Energy and normal force of an O atom against its height above the top Ta plane of a rigid four-plane fcc Ta(111) slab, one O per surface cell. Ansatz 0.2.0, plane-wave PAW, scalar-relativistic PBEsol without spin polarisation, 420 eV cutoff, 12×12×1 k mesh, dipole correction. Energies are extrapolated to zero smearing from 0.1 eV Gaussian and count from the lowest row.

| height (Å) | energy (eV) | force along normal (eV/Å) |
| --- | --- | --- |
| 0.719 | 5.048 | 18.977 |
| 0.969 | 1.390 | 9.923 |
| 1.269 | 0.000 | 0.003 |
| 1.569 | 0.903 | -5.210 |
| 1.969 | 3.368 | -6.255 |
| 2.469 | 5.914 | -3.851 |
| 3.269 | 7.789 | -1.266 |
| 4.269 | 8.470 | -0.285 |

## What is being lifted

The height is counted from the highest atom of the slab. A positive force along the normal pushes oxygen (O) away from the slab, and a negative one pulls it back. The slab is four rigid planes of tantalum (Ta) cut from a face-centred cubic crystal, which is not the ordinary form of the metal. There is one O atom for each Ta atom of the top plane, so a complete O layer is lifted.

O does not stand on top of a Ta atom. Its nearest Ta neighbour is displaced sideways by 1.28 Å, and this offset stays fixed during the lift. The row of zero energy is the best height over this place, but not the best place on the surface.

## The slope of the curve

The force is the downhill slope of the energy. It almost vanishes at the minimum, is strongly positive below it and negative above it. Summing average force times step from the minimum to the last row gives a rise of 8.42 eV, against 8.47 eV in the table. Single steps miss by up to 0.2 eV in either direction, as is expected for such coarse steps, and these misses partly cancel. The two columns tell one story, and the question is what shapes the slope.

## A slanted bond

When O moves by a small step along the normal, the slanted Ta–O distance changes by only part of that step. The part is the height divided by the Ta–O distance. It is 0.96 in the last row, 0.70 at the minimum and 0.49 in the lowest row. The deeper O sinks, the more it moves past its neighbour instead of towards it.

This softens the inner wall twice. Lowering O by 0.55 Å from the minimum shortens the nearest Ta–O distance by only 0.33 Å, so the bond is compressed less than the height suggests. Of the push that results, only the part along the normal appears in the force column. The inner side is still steeper than the outer one, since 0.30 Å inward costs 1.39 eV and 0.30 Å outward only 0.90 eV. The same bond standing upright would make the wall steeper yet.

## The simple model

A Morse curve is the usual simple form for a bond that resists compression and breaks when stretched. Here it is written in the Ta–O distance instead of the height:

r = √(h² + d²)

E = D · (1 − exp(−s · (r − r₀)))²

Here h is the height, d the sideways offset, and r₀ = 1.80 Å the Ta–O distance at the energy minimum. The depth D = 8.76 eV and the decay constant s = 1.70 per Å were fitted to the energies of all eight rows.

Take the row at height 1.969 Å, which was part of the fit and is its worst case. The Ta–O distance is √(1.969² + 1.279²) = 2.35 Å, a stretch of 0.546 Å. The exponential is then 0.396, and the energy is 8.76 × (1 − 0.396)² = 3.20 eV. The table has 3.37 eV, so the model is about 5 % low.

The typical miss over the eight rows is 0.10 eV. The same curve written in the height, also with two fitted constants, misses by 0.54 eV. Writing the curve in the slanted distance thus removes most of the miss, which fits the geometric argument but does not prove it. The output below gives both fits row by row.

## Why the pull first grows and then fades

At the minimum, attraction and repulsion cancel along the normal. The repulsion is expected to come mainly from filled shells being pressed into each other, and to have the shorter range. A small lift removes it faster than it weakens the attraction, so the net pull grows. Further out, the overlap that makes the bond is itself lost, and the pull fades.

In the model the bond pulls hardest at a Ta–O distance of 2.21 Å, which belongs to a height of 1.80 Å. The normal force peaks slightly further out, because the bond becomes more upright as O rises. The strongest listed pull, 6.3 eV/Å at 1.969 Å, fits this picture.

Between the last two rows the pull falls by a factor of 4.4 in 1 Å. Such a rapid loss is what fading overlap would give, though two points do not establish an exponential law. If the decay continued at this rate, the energy would still rise by about 0.2 eV beyond the last row, so the table ends short of its plateau.

## Where the single bond fails

A single bond at its best length would exert no force in any direction. At the minimum in height, however, the same calculation gives a sideways force of 3.2 eV/Å on O, directed away from the nearest Ta. Other atoms must take part. The good fit shows that the Ta–O distance is a suitable coordinate along this line; it does not show that one bond holds the oxygen.

The sideways force allows a rough division of the work. Assume that only the three nearest top Ta atoms act, each along its line to O. At the minimum the nearest one then pushes O outward with 1.6 eV/Å, and the two others together pull it inward just as strongly. In this picture the zero in the force column is a balance between a bond that is too short and two that are too long. The small forces on the lower planes support leaving those planes out, but they do not test whether each force runs along its Ta–O line. The split stays rough, since the forces it gives for near and far atoms do not follow one common law of distance.

In the lowest row the same division assigns 17 of the 19 eV/Å to the nearest atom. The direction of the computed force agrees with this: it leans 55° from the normal, close to the 61° of the line to the nearest Ta. The wall is thus mainly the compression of one slanted contact. The Ta–O distance there is only 1.47 Å, where the description of the atomic cores is doubtful, so the energy of 5.05 eV is the least secure on the inner side. In addition, the PAW datasets that describe the cores were made for the PBE functional and not for PBEsol, which affects all rows by an unknown amount.

## What the height of the curve means

The 8.47 eV of the last row is not the energy needed to remove an O atom. The calculation gives both spin directions the same density, whereas a free O atom has two unpaired electrons. The outer rows therefore lie too high, by an amount that was not computed. The fitted depth inherits this error, and the outer shape may do so too. The last row also carries a warning that the vacuum level lies below the Fermi level, which would let electrons spill into the vacuum. The recorded vacuum levels do not bear this out: they lie above the Fermi level in every row, the last one included. All rows carry another warning, that the exchange-correlation potential is rough where the electron density is thin. Such regions lie in the vacuum and, in the outer rows, between O and the slab; the effect on the energies was not tested.

## A neighbouring place

Consider the same lift directly above a top Ta atom. The offset would be zero, and every step in height would change the bond by the full step. For a bond of equal stiffness, the model then gives a well about twice as stiff along the normal, because the factor 0.70 enters squared at the present minimum. The real bond there would have its own length and strength, which this table does not contain. The geometric rule carries over to other bonds near their best length: of two equally stiff ones, the one that leans more is softer to a vertical push. Where several leaning bonds hold the atom, as in a hollow, their stiffnesses add up, so the whole well need not be softer.

Output of the analysis:

```
fit of energy on 8 rows: coefficient of (1 - exp(-s*(r - r0)))**2 8.761 +/- 0.067, s 1.698; rms 0.095, worst 1.969 -0.167, leave-one-out rms 0.241
fit of energy on 8 rows: coefficient of (1 - exp(-s*(height - h0)))**2 10.06 +/- 0.43, s 1.01; rms 0.535, worst 2.469 -0.948, leave-one-out rms 1.64
Geometry and models (Å, eV, eV/Å):
    row  nearest Ta-O  change of Ta-O  height over Ta-O  miss of bond Morse  miss of height Morse  normal force from bond Morse
  0.719         1.467         -0.3345            0.4901             0.07545                0.5093                         19.68
  0.969         1.604         -0.1971             0.604           -0.005516               -0.1286                         9.983
  1.269         1.801               0            0.7044                   0                     0                             0
  1.569         2.024          0.2226            0.7752            -0.03545                -0.215                        -4.973
  1.969         2.348          0.5463            0.8387             -0.1671               -0.7816                        -5.965
  2.469          2.78           0.979             0.888             -0.1622               -0.9482                        -4.061
  3.269          3.51           1.709            0.9313             0.03516               -0.2184                        -1.439
  4.269         4.456           2.655             0.958             0.09854                0.6434                       -0.3107
Energy rise from minimum to last row by summing mean force times step, eV: 8.423
Sideways offset of O from nearest Ta, Å: 1.279
Sideways force on O in the three lowest rows, eV/Å: 27.18, 12.36, 3.238
Tilt of force from normal in the three lowest rows, degrees: 55.07, 51.24, 89.95
Tilt of nearest Ta-O axis from normal in the same rows, degrees: 60.65, 52.84, 45.22
Distance to the two next Ta in the three lowest rows, Å: 2.081, 2.18, 2.329
Normal force from nearest Ta if forces are central, eV/Å: 17.13, 9.645, 1.608
Normal force from the two next Ta if forces are central, eV/Å: 1.848, 0.2783, -1.605
Ta-O length of steepest bond Morse, Å: 2.21
Height that belongs to this length, Å: 1.802
Ratio of the last two pulls: 4.442
Same ratio for an inverse-square force counted from the top atom: 1.705
Decay rate of pull over last two rows, 1/Å: 1.491
Energy still to gain beyond last row if this decay goes on, eV: 0.1911
Dipole change per lift between the three lowest rows, e: -0.29, -0.3543
```
